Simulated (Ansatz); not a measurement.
Al: energy above lowest point against volume scale

Results calculated with Ansatz 0.2.0, not measured. Free energy against uniform scaling of the volume at fixed shape and fractions; periodic cell, basis, potentials, k mesh and filling as listed.

The cell before it is scaled or strained (space group P6_3/mmc, No. 194):
```
Al
1.0
      2.8125     0.0000     0.0000
     -1.4062     2.4357     0.0000
      0.0000     0.0000     4.8668
Al
2
Direct
  0.66667 0.33333 0.75000
  0.33333 0.66667 0.25000
```

Settings of every row: functional LDA; dispersion none; potentials all-electron LAPW; k mesh 12x12x6; k shift 0x0x0; occupations fermi dirac; smearing width 0.1 eV; spin none.

Limits: coarse k mesh, up to 40 meV an atom off; the cell comes from a prototype or a list of computed structures and needn't be the stable phase.

```csv
row,volume scale,V (Å³/atom),energy above lowest point (meV/atom)
1,0.92,15.336,6.6
2,0.96,16.003,0
3,1,16.67,?
4,1.04,17.337,25.3
5,1.08,18.003,51.8
```

Question: what energy above lowest point should row 3 give?

Worked fit of energy above lowest point. Take u = (V_r/V)^(2/3) − 1 with V_r = 16.67 Å³ an atom, which is twice the finite (Eulerian) strain; such expansions in the strain, on which the Birch-Murnaghan equation of state is built, carry the rest volume and the bulk modulus. The shown rows have u = 0.05718, 0.0276, -0.02582, -0.04999. Least squares give energy above lowest point = 7.19 − 482.4 × u + 8238 × u² meV/atom; a straight line predicts inner rows, each left out in turn, worse (root mean square 14 against 0.39 meV/atom). The rows lie off it by 0.1, -0.2, 0.2, -0.1. Its lowest point lies at u = 0.0293, or V = 15.96 Å³ an atom, and the curvature there gives the bulk modulus at fixed shape and fractions, B = (4/9)(1 + u)² E″(u)/V = 77.9 GPa. Letting shape and atoms relax would as a rule lower it, by much in layered, chain or molecular crystals. The withheld row has u = 0, so the fit gives 7.19 − 482.4 × (0) + 8238 × (0)² = 7.2 meV/atom.

The calculation gave 7.2 meV/atom. The fit meets it to the printed digit.
